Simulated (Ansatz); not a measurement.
**How methods differ on SbH2 (SMILES [SbH2])**

The species is SbH2 (3 atoms), meant as a doublet with charge 0. SMILES: `[SbH2]`. The coordinates come from a PBE0-D4/def2-TZVP relaxation.

| atom | x (Å) | y (Å) | z (Å) |
| --- | --- | --- | --- |
| Sb | 0.6598 | -0.3463 | 0.3157 |
| H | 0.0467 | 1.2442 | 0.1632 |
| H | -0.7173 | -0.9627 | -0.4921 |

Quantity: the energy change with the Sb1–H3 bond stretched from 1.711 to 4.279 Å, in eV. The values are calculated.

```json
{"level": "U-r2SCAN0/STO-3G", "kind": "hybrid meta-GGA", "program": "Ansatz", "value (eV)": "3.88", "CPU time (all runs)": "24 s"}
{"level": "UBHLYP/STO-3G", "kind": "global hybrid", "program": "Ansatz", "value (eV)": "?", "CPU time (all runs)": "9.9 s"}
{"level": "UPBE0/STO-3G", "kind": "global hybrid", "program": "Ansatz", "value (eV)": "?", "CPU time (all runs)": "12 s"}
{"level": "U-wB97X/STO-3G", "kind": "range-separated hybrid", "program": "Ansatz", "value (eV)": "3.94", "CPU time (all runs)": "70 s"}
{"level": "UB2PLYP/STO-3G", "kind": "double hybrid", "program": "Ansatz", "value (eV)": "3.79", "CPU time (all runs)": "13 s"}
{"level": "UMP2/STO-3G", "kind": "perturbation theory", "program": "Ansatz", "value (eV)": "3.20", "CPU time (all runs)": "1.1 s"}
{"level": "UCCSDT(Q)/STO-3G", "kind": "coupled cluster or CI", "program": "Ansatz", "value (eV)": "3.40", "CPU time (all runs)": "2.2 s"}
{"level": "UCCSDTQ/STO-3G", "kind": "coupled cluster or CI", "program": "Ansatz", "value (eV)": "3.40", "CPU time (all runs)": "90 s"}
{"level": "FCI/STO-3G", "kind": "exact in the basis", "program": "Ansatz", "value (eV)": "3.40", "CPU time (all runs)": "2 s"}
```

Task: Estimate the missing values from the other rows.

Result: As computed at these levels: UBHLYP/STO-3G: 3.92 eV; UPBE0/STO-3G: 3.90 eV. All-electron rows without a relativistic Hamiltonian named are non-relativistic. The first shape isn't each level's own minimum. The values span 3.20 to 3.94 eV. Spin contamination of the reference (⟨S²⟩ at least 0.1 too high) touches U-r2SCAN0/STO-3G, UBHLYP/STO-3G, UPBE0/STO-3G, U-wB97X/STO-3G, UB2PLYP/STO-3G, UMP2/STO-3G, UCCSDT(Q)/STO-3G, UCCSDTQ/STO-3G. All rows use very small basis sets, so even the best lies far from the true value. In the correlated wave-function rows the outer d shell of Sb is correlated, in sets not made for it. Times are those of the runs behind each value, whatever else they computed, on shared processors of several kinds: orders of magnitude only.

Stretching one Sb–H bond takes SbH2 towards a hydrogen atom and SbH, whose ground state is a triplet with two unpaired electrons in Sb 5p orbitals. The energy change mainly reflects the loss of the Sb 5p–H 1s bonding pair. Coupling the separating fragments to an overall doublet requires more than one determinant, so a broken-symmetry reference is naturally spin-mixed at the stretched geometry.

Full CI gives 3.40 eV, and both coupled-cluster levels match it to the printed precision, as the few empty orbitals leave little room for excitations beyond quadruples. UMP2 falls below this value, probably because second-order theory recovers too little of the bonding pair's correlation near the initial geometry. All the density-functional results lie above it. This suggests that their correlation functionals supply short-range correlation that the minimal orbital space denies to full CI, so the gap doesn't by itself measure functional error for the real molecule. Two geometries also can't show whether the methods follow the same curve between them.
